Working notes: Li+ harmonics beyond the cut-off. The attempt in section 2 is wrong; sections 3 to 5 locate and mend the slip.

1. Set-up (sound)

Atomic units, E = E0 cos ωt, A = −A0 sin ωt, A0 = E0/ω, Up = A0²/4. In the Lewenstein model (1994) the harmonic dipole at Ω = qω is an integral over t, t', p of exp(iΦ), with Φ = Ωt − ∫[(p+A)²/2 + Ip]dt'' taken from t' to t. Stationarity in t', p and t gives
(p+A(t'))²/2 = −Ip, ∫(p+A)dt'' = 0, (p+A(t))²/2 + Ip = Ω,
and the Gaussian p integral leaves the weight τ^(−3/2).

Inputs: 400 nm, 2×10^16 W/cm², Ip ≈ 75.64 eV (approximate). Then ħω = 3.100 eV, Up = 298.8 eV, γ = √(Ip/2Up) = 0.356, N = 2Up/ω = 192.8. I chose the intensity below the barrier-suppression estimate E0 = Ip²/4Z with Z = 2, which is 3.3×10^16 W/cm².

I measure time in 1/ω and velocity in A0, with return phase θ = φ + τ/2, birth phase θ' = φ − τ/2, s = sin(τ/2), a = 2s/τ − cos(τ/2). The return condition gives p = 2s sinφ/τ, so the velocities at return and birth are a sinφ − s cosφ = k and a sinφ + s cosφ = −iγ, with k² = (Ω − Ip)/2Up. The sign of iγ is the one giving Im θ' > 0 for birth near θ' = 0. Eliminating φ:
(k − iγ)²/a² + (k + iγ)²/s² = 4, (1)
Φ = qθ − N[τ/2 − s cos(τ/2) − 2sa sin²φ] − (Ip/ω)τ.

Cut-off. Solving (1): k = iγh + √(k0² + γ²(1 − h²)), with k0² = 4a²s²/(a² + s²) and h = (s² − a²)/(s² + a²). The first maximum of k0 lies where a = s, at τc = 4.086, with 2k0² = 3.173. Below it the emission time rises with Ω on the short branch (τ < τc) and falls on the long one: opposite chirp. The two roots coalesce where dk/dτ = 0. Since h(τc) = 0, to order γ² this gives k*² = k0² + γ²(1 + k0 h'²/k0''). With r = cot(τc/2) = 2/τc − 1 one has h' = r and k0/k0'' = −2/(r² − r), hence
Ω* = 3.173 Up + Ip τc/(τc − 1) = 3.173 Up + 1.324 Ip for Up ≫ Ip,
here 1048.3 eV, q ≈ 338. The exact condition dk/dτ = 0 gives τ* = 4.08 − 0.37i and Ω* = 1048 + 1.9i eV, the real part within 1 eV of the formula. For real Ω the saddles come close and miss each other.

2. The wrong attempt

I want q = 361: Ω = 1119.0 eV, k = 1.321, 71 eV past the cut-off. Newton iteration on (1) gives two roots:

root | τ | Im θ' | Im θ | Im Φ
A | 4.099 − 0.796i | 0.465 | −0.331 | 0.89
B | 4.086 + 0.063i | 0.263 | 0.326 | 11.03

Both solve all three equations and both have Im θ' > 0, so I wrote, as in the plateau,
D = C_A exp(iΦ_A) + C_B exp(iΦ_B). (W)
A dominates. As a yardstick I take the static tunnelling exponent of the amplitude at the field crest, (2Ip)^(3/2)/3E0 = (2/3)Nγ³ = 5.79. The exponential factor of the yield is then exp[2(5.79 − 0.89)] = 1.8×10^4 times the yardstick. Wrong answer: harmonic 361 is far brighter than the plateau.

3. Symptom

At a saddle dΦ/dq = θ, so d ln|D|²/dq ≈ −2 Im θ. For A this is +0.66: each odd harmonic would be 3.8 times brighter than the one before, and the spectrum has no cut-off. On the original contour of real times |exp(iΦ)| = 1, and D is a Fourier coefficient of a smooth periodic dipole, which must tend to zero as q grows. Also, Im Φ_A lies far below the tunnelling exponent, as if more electrons returned than ever left.

4. Faulty line

It is (W). Solving the saddle equations is necessary; a saddle contributes only if the real contour can be deformed onto its steepest-descent path. Near the coalescence Φ is cubic in one variable u, and the integral takes the form ∫exp[i(u³/3 + zu)]du = 2π Ai(z), with z ∝ Ω − Ω* and a nearly real positive constant. For z < 0 the contour meets both saddles, and short and long interfere. For z > 0 the saddles are u = ±i√z with exponents ∓(2/3)z^(3/2). The integrand decays at infinity in the sectors just above the real axis and blows up just below it, so the contour can only be lifted, through +i√z. The lower saddle gives the growth of Bi(z). It drops out at the Stokes line Re Φ_A = Re Φ_B (arg z = −2π/3 here), crossed within one harmonic order of Re Ω*.

Which orbit is A? Near τ*, τ − τ* ∝ ±√(k* − k), with + the long orbit. Because Im k* > 0, the root turns towards +i as k passes Re k*: long continues into B, short into A. At q = 361 the real parts of τ have crossed, so the label must come from continuation and cannot be read from Re τ.

5. Mended calculation and size of the error

D = C_B exp(iΦ_B). The exponential factor is exp[−2(11.03 − 5.79)] = 2.8×10^−5 of the yardstick, the slope is −0.65 per order, and each odd harmonic has 0.27 of the previous yield. With ζ = (Im Φ_B − Im Φ_A)/2 = 5.07, the first Airy correction to the single-saddle amplitude is 5/(72ζ) = 1.4 %, so the uniform form is not needed this far out.

Wrong over right: the exponentials give exp(4ζ) = 6.5×10^8. The factor |τ|^(−3) contributes 0.94 and the inverse modulus of the (θ, θ') Hessian determinant another 0.94, leaving about 6×10^8. The recombination dipole is the same for both roots; the bound-free element, singular at the saddle, alters the prefactor ratio by a factor of order unity that I have not evaluated, so one figure is all I keep. These numbers are the model's (one active electron, dipole approximation, no Coulomb force on the orbit, constant amplitude). In a real pulse of many cycles at this intensity, depletion of Li+ would tend to pull the visible cut-off below 1048 eV.